Q: I know A15 compounds as crystals built from chains of metal atoms. What moves in these cells of Mo₃Si?

A: The chains run along the three edges of the cubic cell. In this mode those along one edge, called y here, slide along their own axis, and the amplitude x in the table is the distance they slide. The other chains move sideways in the opposite direction by a little under half as much, and silicon by about a third. Within each chain all atoms move together, so the closest Mo–Mo pairs keep their length of 2.43 Å in every row. The cell itself is held fixed. The undisplaced crystal has space group Pm-3n; all the displaced ones have the lower symmetry P4₂mc.

One normal mode is frozen into A15 Mo3Si (8-atom cubic cell, fixed a = 4.862 Å, space group Pm-3n when undisplaced), using Ansatz 0.2.0 with scalar-relativistic plane-wave PAW DFT (PBEsol, no spin polarisation). The cutoff is 420 eV, the k mesh 8×8×8 and the Gaussian smearing 0.15 eV. Free energies are relative to the undisplaced cell; pressure is positive in compression.

```csv
amplitude (Å of the largest displacement),energy change (meV a cell),force along mode (eV/Å),pressure (GPa)
-0.3,1049.8,7.273,3.33
-0.15,250.7,3.397,0.90
0,0.0,0.000,0.03
0.0375,15.6,-0.831,0.08
0.075,62.3,-1.659,0.25
0.1125,140.2,-2.503,0.53
0.1875,395.7,-4.344,1.38
0.225,576.9,-5.323,1.95
0.2625,795.0,-6.310,2.60
```

Q: Two of the amplitudes are negative, and one of them carries the largest energy of all. Is one direction harder than the other?

A: No. Inversion through a silicon atom turns a displacement x into −x, so the two directions are the same crystal seen from opposite sides. Read the rows by the size of the amplitude: −0.15 Å belongs between 0.1125 and 0.1875 Å, and −0.3 Å comes last. In that order the energy change rises without exception. The force along the mode, which is minus the slope of the energy, always points back to the rest position.

Q: If the shortest metal bonds never change, what costs the energy?

A: The contacts that link a sliding chain to its surroundings. At 0.3 Å, half of the Mo–Si contacts of the sliding atoms have shrunk from 2.72 to 2.57 Å, and the other half have grown to 2.91 Å. The Mo–Mo contacts to the neighbouring chains divide in the same way. The calculation doesn't divide the energy among the contacts, so I can't say how much belongs to each kind.

Q: Why does that give nearly a parabola? I would have thought that squeezing a contact costs more and more.

A: Picture a simpler system: a bead on a straight wire between two identical fixed beads that repel it. A small step towards one neighbour costs energy, and the step away from the other returns the same amount to first order. What survives is the curvature of the two repulsions, and that gives an energy proportional to x². The crystal has the same balance, because each shortened contact has a lengthened partner.

The picture has bounds. The bead meets its neighbours head-on, whereas the contacts in Mo₃Si are slanted and turn as well as shorten. The bead also has no conduction electrons. I use it for the balance of the two sides and for what it implies about pressure, which we can hold against the table.

Q: Then let us take the pressure. Why should sliding chains inside a fixed box push on its walls?

A: Because the displaced crystal would save energy by expanding. In a slightly larger cell the contacts are longer and their resistance to being displaced is weaker, so the same displacement costs less. The stored energy grows as x², and so, to a first approximation, does the outward push. A positive pressure in the table means this wish to expand.

Q: Is the push equal in all directions?

A: It isn't, and the direction of sliding is the odd one out. At 0.3 Å the pressure has risen by 4.1 GPa across y but by only 1.8 GPa along it. The reason is geometrical. When the cell is stretched along y, the atoms are carried along with it, so their displacement is stretched too, and that works against the restoring force.

This penalty can be calculated exactly as force times amplitude divided by the cell volume, which comes to 3.0 GPa at 0.3 Å. Added back, it raises the figure along y to 4.8 GPa, above that across y. The smaller push along y is therefore no sign of softer contacts in that direction. It comes from stretching a displacement that already exists.

Q: Can I turn the pressure into something I can use, such as how the vibration changes when the crystal expands?

A: Yes, through the Grüneisen parameter γ, which is the percentage by which the frequency falls when the volume grows by one per cent. Write the energy as E = ½kx², where k is the stiffness. Since k goes as the square of the frequency, it falls by 2γ per cent for each per cent of volume V. The pressure at a fixed displacement is the rate at which E falls with volume, which gives

P = 2γE/V, or γ = PV/(2E).

I take the row at 0.0375 Å, where the parabola holds best. The mean pressure has risen by 0.0561 GPa, from stresses given more finely than in the table. One third of the stretching penalty of 0.0434 GPa must be added back, because the mean runs over three directions. With V = 4.862³ = 114.9 Å³, E = 0.0156 eV and 1 eV/Å³ = 160.2 GPa,

P = 0.0561 + 0.0434/3 = 0.0706 GPa

γ = (0.0706/160.2) × 114.9/(2 × 0.0156) ≈ 1.6.

One per cent more volume should thus lower this frequency by about 1.6 per cent. The value rests on one row and has no adjustable constant. Its direct test would be the same mode calculated in a slightly larger cell, and that has not been done.

Q: How far can I trust the parabola itself?

A: To a little over 0.1 Å it is very good. The ratio of energy to x² is 11.1 eV/Å² in each of the three smallest displacements. At 0.3 Å it has grown by 5 per cent, and the ratio of force to amplitude by 9 per cent. The force shows the change more strongly because it is a slope: a term in x⁴ enters it with a factor of four, a term in x² only with a factor of two.

For practical work this sets a sensible step. If you derive a vibrational frequency of this mode from the force at a single displacement, 0.1 Å is safe. At 0.3 Å the stiffness comes out 9 per cent too high compared with the smallest step, and the frequency, which goes as its square root, between 4 and 5 per cent too high.

Q: So the contacts do get harder as they are squeezed. Isn't that all there is to the stiffening?

A: That was my first thought too, and here the bead is useful. Suppose the repulsion dies off exponentially with distance. Moving the two fixed beads apart then reduces the whole energy curve by one common factor, the stiffening included. The push at fixed displacement therefore stays proportional to the energy at every amplitude. If the energy runs 5 per cent ahead of x², the pressure should do the same.

The crystal does the opposite. With the stretching penalty added back, the pressure divided by x² falls by 4 per cent between 0.0375 and 0.3 Å. A pressure kept proportional to the energy, starting from the smallest displacement, would come out about 10 per cent too high at 0.3 Å. The simple law is good for small displacements and fails visibly for large ones.

Q: What does that failure tell you?

A: Pressure is the rate at which energy falls with volume, so a pressure that lags behind x² has a definite meaning. The basic stiffness weakens when the crystal expands, but the extra stiffness at large amplitude grows. Hard contacts met head-on, like those of the bead, would behave the other way round, since they matter less when the atoms are further apart. The contacts in Mo₃Si are slanted, however, and that changes the argument. The closer a sliding atom comes to being level with its neighbour, the less each further step shortens the contact. A simple exponential repulsion at this slant is therefore expected to give a negative x⁴ term, unless it is extremely steep. Such a term softens the mode at large amplitude and fades as the crystal expands. Repulsion may thus help to explain why the pressure lags, but the stiffening itself needs another source.

Q: The pressure column lags behind x² even more than that, doesn't it?

A: It does, because the stiffening itself adds to the lag. A stiffer crystal has a larger restoring force, so the penalty for stretching the displacement grows faster than x² and is taken off the pressure along y. Roughly one third of the lag in the mean pressure at 0.3 Å comes from this. The other two thirds are the real change with volume that we have just discussed.

Q: If it isn't mainly repulsion, what stiffens the mode?

A: My best guess is the conduction electrons. Mo₃Si is a metal, and moving the chains against each other shifts electron levels near the Fermi energy, the border between filled and empty states. As levels cross that border, electrons are redistributed, and the energy curve can bend in ways that a simple repulsion between pairs of atoms would not produce. The calculation at hand gives no band energies along the path, so this remains a guess.

The shape of the stiffening fits the idea without proving it. A plain x⁴ term would make the ratio of force to amplitude climb by ever larger steps. Instead it is almost flat at first, then climbs, and its last three steps shrink from 0.49 to 0.38 and 0.20 eV/Å². It looks as if something switches on over a limited range of amplitude and then begins to fade. Plain attraction between slanted neighbours should also give a positive x⁴ term, though, so part of the stiffening may be ordinary bonding.

Q: Could that uneven shape come from the calculation and not from the crystal?

A: It could. Levels near the Fermi energy are sampled on a finite mesh, and their occupation is smoothed by an artificial smearing. The correction for this smearing is uneven: 1.7 meV a cell at 0.3 Å, less than 0.1 meV at 0.15 Å, and somewhat more again at the smaller displacements. Applying it turns the flat start of the energy ratio into a shallow dip, so I wouldn't give that start a physical meaning.

The overall stiffening is safer, since it is still about 4 per cent once the smearing is corrected for. Whether the mesh shapes the steps in the force can only be settled by repeating the scan with more k points and a smaller smearing, and no such run is available.

Q: Would the real crystal follow this curve if I could push the chains that far?

A: If the whole mode were held at its amplitude, the crystal would still find a slightly easier path. At 0.3 Å there are leftover forces of 0.07 eV/Å that would pair up the atoms within the sideways-moving chains, and the scan doesn't let them act. They are small beside the 2.5 eV/Å on each sliding atom, so the near-parabola should survive. The scan shows that Mo₃Si resists this one motion, and its stability against other motions has to be tested mode by mode.
